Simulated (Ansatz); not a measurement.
# Bi-P atomic chains with one drawn bond: PBE zero-bias conductance from contact to tunnelling

We have to decide at what bond stretch a device model should stop treating a break in a chain-like conductor as a poor contact and start treating it as a tunnel gap. The choice matters because a tunnelling law applied too early overstates the current, while a contact resistance kept for too long misses a fall by orders of magnitude. The test case is a hypothetical Bi-P chain in which one bond is shortened or lengthened and every other bond keeps its relaxed length. We follow the PBE conductance at zero bias and measure it against the 3.00 G₀ of the perfect chain at the same level. Stretch is counted from the relaxed bond of 2.529 Å.

## Computational details

Linear chains of Bi-P. The period of each perfect chain was relaxed first; a cell of 12 atoms then had one bond changed by a set amount with all other bonds held at the relaxed length, and nothing was relaxed again. Plane-wave density functional theory with Ansatz 0.2.0, PAW datasets, scalar-relativistic unless a column says otherwise. The chain runs along z in a box of 7.5 x 7.5 angstrom across, with one k point across; along the chain the number of k points times the cell length is 81 to 138 angstrom. Fermi-Dirac occupations of width 0.05 eV. Functional PBE. Wave cutoff 420 eV (PBE). Transmission by matching layers to semi-infinite perfect chains at zero bias, energy step 0.035 eV. Bi-P: relaxed bond 2.529 angstrom, perfect chain 3.00 G0, no spin polarisation (starting moments died in the relaxation).

Notes on method and selection:

- In the tunnelling range G falls as exp(-beta d); for a vacuum barrier of height phi, beta = 1.025 sqrt(phi/eV) per angstrom.
- The atoms beside the drawn bond were not relaxed.
- Semilocal functionals lack the image potential.
- Spin-orbit coupling is left out, which matters for elements past period 5.
- Dangling ends may carry moments that a run without spin polarisation cannot show.
- The junctions are hypothetical model structures, built for this series.
- Runs whose transmission exceeds the number of channels of the lead are not listed.
- Runs that did not converge, have known faults or may not be shown are not listed, and runs on Ansatz's PAW sets soft_1 and soft_2 are kept to separate tables.

Columns:

- bond stretch (Å): lengthening of the one bond over the relaxed bond of the perfect chain.
- bond length (Å): length of the drawn bond.
- error estimate (%): largest term of the program's own error estimate for this conductance.
- conductance (G₀): zero-bias conductance through the drawn bond at 300 K, both spins, G0 = 2e^2/h.
- share of perfect: conductance over that of the perfect chain at the same level.

Input lines of one member:

```
crystal:
  lattice:
    - [7.5, 0.0, 0.0]
    - [0.0, 7.5, 0.0]
    - [0.0, 0.0, 31.5517]
  atoms:
    - { symbol: Bi, position: [0.5, 0.5, 0.0] }
    - { symbol: P, position: [0.5, 0.5, 0.0802] }
    # ... 10 more atoms
kpoints:
  mp_grid: { grid: [1, 1, 4] }
scf:
  occupations: { method: fermi_dirac, width: 0.05 }
hamiltonian:
  xc: pbe
output:
  transmission:
    e_range: [-2, 2]
    de: 0.035
    kmesh: [1, 1]
    reduced_basis: true
    leads: [[10, 0]]
  dos: { projected: true, e_range: [-4, 3] }
# excerpt: file-writing keys are left out
```

Command (options for logging and memory left out): `ansatz run input.yaml --threads 4`

## Table of results

| member | bond stretch (Å) | bond length (Å) | error estimate (%) | conductance (G₀) | share of perfect |
| --- | --- | --- | --- | --- | --- |
| stretch −0.2 | −0.2 | 2.33 | 0 | 2.927 | 0.9758 |
| stretch 0.3 | 0.3 | 2.83 | 0 | ? | ? |
| stretch 0.7 | 0.7 | 3.23 | 2 | 1.914 | 0.6379 |
| stretch 1.2 | 1.2 | 3.73 | 8 | 0.8085 | 0.2695 |
| stretch 1.8 | 1.8 | 4.33 | 12 | 0.2238 | 0.07459 |
| stretch 2.5 | 2.5 | 5.03 | 14 | 0.04544 | 0.01515 |
| stretch 3.3 | 3.3 | 5.83 | 18 | 0.00721 | 0.00240 |
| stretch 4.2 | 4.2 | 6.73 | 22 | 9.01×10⁻⁴ | 3.00×10⁻⁴ |

Cells marked ? are withheld until the estimate has been made.

## Interpretation

The conductance falls slowly at first and then exponentially. At a stretch of 0.7 Å the chain still carries 64% of the perfect value; at 1.2 Å it carries 27%, and at 4.2 Å only 0.03%.

The logarithmic slope, β = ln(G₁/G₂)/(d₂ − d₁), shows where the behaviour changes. Between 0.7 and 1.2 Å it is ln(1.914/0.8085)/0.5 = 1.72 per Å, and over the next step it is ln(0.8085/0.2238)/0.6 = 2.14 per Å. The three steps from 1.8 Å outward give ln(0.2238/0.04544)/0.7 = 2.28, then 2.30 and ln(0.00721/0.000901)/0.9 = 2.31 per Å, which are equal within the program's error estimates of 12 to 22%.

The slow start follows from a ceiling on transmission. The perfect chain carries 3.00 G₀, equivalent to three fully open channels, and a small loss of orbital overlap at one bond reflects only a little of the current. Once the overlap is small, transmission goes as its square, and the overlap itself decays exponentially with distance. Shortening the bond also costs conductance (2.927 G₀ at −0.2 Å), because any mismatch with the neighbouring bonds scatters electrons.

Read as a vacuum barrier, the last slope gives (2.31/1.025)² = 5.1 eV, an effective height of the size of a work function. PBE lacks the image potential, which would lower and narrow the barrier.

For the device model, a single exponential is reasonable from 1.8 Å outward. Carried back to zero stretch from there, it would give 0.2238 × exp(2.28 × 1.8) = 13.6 G₀, far above what three channels can carry. At 0.7 and 1.2 Å the break is better described as a partly transmitting contact.

These numbers describe a metallic chain with equal bonds. Alternating short and long bonds, or the strong spin-orbit coupling of Bi, could change the leads themselves.

## Estimating the withheld member

Plain estimates from the members shown:

- stretch 0.3, straight-line interpolation between stretch −0.2 and stretch 0.7: w = (0.3 − (−0.2)) / (0.7 − (−0.2)) = 0.556, so 2.927 + 0.556 × (1.914 − 2.927) = 2.364 G₀

The straight-line estimate of 2.364 G₀ is probably too low, because the same line gives 2.927 − (0.2/0.9) × (2.927 − 1.914) = 2.702 G₀ at zero stretch, where the perfect chain has 3.00 G₀. A usable route must keep that flat top.

For a half-filled chain with one orbital per atom, in which one hopping is scaled by exp(−κd), matching the waves on both sides at the band centre gives the share of perfect conductance as S = 4a²/(1 + a²)², where a = exp(−κd) is the scaling factor. This is the same as S = 1/cosh²(κd) = 4/(exp(κd) + exp(−κd))². We apply this to three equal channels, so κ is an effective constant that also absorbs the differences between channels and between Bi and P. Inverting the formula gives κ = ln((1 + (1 − S)^0.5)/S^0.5)/|d|. At −0.2 Å this is ln((1 + (1 − 0.9758)^0.5)/0.9758^0.5)/0.2 = 0.784 per Å, and at 0.7 Å it is ln((1 + (1 − 0.6379)^0.5)/0.6379^0.5)/0.7 = 0.994 per Å.

Linear interpolation to 0.3 Å gives κ = 0.784 + 0.556 × (0.994 − 0.784) = 0.901 per Å. Then κd = 0.901 × 0.3 = 0.270 and G = 3.00 × 4/(exp(0.270) + exp(−0.270))^2 = 2.79 G₀.

We tried the route on the 0.7 Å member, leaving it out and interpolating κ between −0.2 and 1.2 Å, where ln((1 + (1 − 0.2695)^0.5)/0.2695^0.5)/1.2 = 1.061 per Å. This gives κ = 0.784 + (0.9/1.4) × (1.061 − 0.784) = 0.962 per Å and G = 3.00 × 4/(exp(0.962 × 0.7) + exp(−0.962 × 0.7))^2 = 1.966 G₀, against the listed 1.914 G₀, a miss of 0.05 G₀. Using either end value of κ unchanged at 0.3 Å moves the estimate by about the same amount, to 3.00 × 4/(exp(0.784 × 0.3) + exp(−0.784 × 0.3))^2 = 2.84 G₀ or 3.00 × 4/(exp(0.994 × 0.3) + exp(−0.994 × 0.3))^2 = 2.75 G₀. We therefore take 0.05 G₀ as one standard deviation.

**Committed estimate, stretch 0.3: conductance = 2.79 ± 0.05 G₀.**

## How the estimate fared

| member | bond stretch (Å) | bond length (Å) | error estimate (%) | conductance (G₀) | share of perfect |
| --- | --- | --- | --- | --- | --- |
| stretch 0.3 | 0.3 | 2.83 | 0 | 2.792 | 0.9306 |

| member | estimate | conductance (G₀) | computed | estimate − computed | miss in error bars |
| --- | --- | --- | --- | --- | --- |
| stretch 0.3 | committed | 2.790 | 2.792 | −0.00200 | 0.0 |
| stretch 0.3 | interpolation | 2.364 | 2.792 | −0.4278 |  |

The estimate of 2.79 ± 0.05 G₀ is inside its error bar: the computed value is 2.792 G₀. The straight-line interpolation was 0.428 G₀ too low because it cuts beneath the flat top near the relaxed bond. Our miss of 0.002 G₀ is far smaller than the 0.05 G₀ found when the route was tried at 0.7 Å, and the larger figure remains the fair measure of its accuracy.

The argument that held is that a small mismatch at one bond reflects little current. The loss is 3.00 − 2.927 = 0.073 G₀ at −0.2 Å and 3.00 − 2.792 = 0.208 G₀ at 0.3 Å. Divided by the stretch squared, these are 1.8 and 2.3 G₀ per Å², near enough to each other for a loss that is mainly second order in the stretch.

The one-orbital picture behind the formula is less secure. A half-filled chain of that kind has no thermopower, by symmetry between electrons and holes. The thermopower, computed for every stretch but not tabled here, is not zero: it changes sign between the compressed and the drawn bonds, then grows in size with stretch. The formula therefore serves to interpolate the conductance but misses how transmission varies with energy.

## Where the trend breaks

No row breaks the overall pattern of a flat top followed by an exponential fall. The rows farthest from the outer exponential are those near the relaxed bond, and they all lie below it. With the mean slope between 1.8 and 4.2 Å, ln(0.2238/0.000901)/2.4 = 2.30 per Å, the exponential carried inward gives 0.2238 × exp(2.30 × (1.8 − 0.3)) = 7.0 G₀ at 0.3 Å, which is 2.5 times the computed value. At 0.7 Å it gives 2.8 G₀ against 1.914 G₀. The likely cause is gradual saturation towards the ceiling of three channels, which sets in before the ceiling is reached and which the exponential ignores.

At 1.2 Å the same line gives 0.89 G₀ against 0.8085 G₀. The same saturation would give a gap of this sign, but at about 10% it is close to the program's error estimate of 8% for the row, so this row alone cannot establish it.

The compressed bond is the only row on the short side of the relaxed length. The table therefore cannot show how the loss grows with further compression.

## Closing remarks

For the device model, we would use a tunnelling law from 1.8 to 4.2 Å and tabulated contact values below that. With d the stretch in Å, G = 0.2238 × exp(−2.30 × (d − 1.8)) G₀ meets the two inner rows, 2.5 and 3.3 Å, within 2%. A new stretch in this range is still no surer than the program's error estimate of 12 to 22%. The potential step where the junction meets the perfect-chain leads is also above the program's warning limit in every row and grows with stretch, so the outer rows deserve the most caution.

In the tunnelling range, each further ångström costs a factor of ten. With 1/G₀ roughly 13 kΩ, the resistance at 1.8 Å is 13/0.2238 = 58 kΩ.

The omitted effect that could outweigh the whole table is an alternation of short and long bonds in the leads. If it opened a gap of a few tenths of an eV at the Fermi level, long leads would carry almost no current at any stretch. Spin-orbit coupling in Bi, roughly 1 eV or more, could change the number of open channels, in a direction these runs do not fix.

[Logs are printed without paths, hosts, clocks, repeated set-up lines and the standing remarks that a program may print on its own settings, such as how far it seeks lower states.]
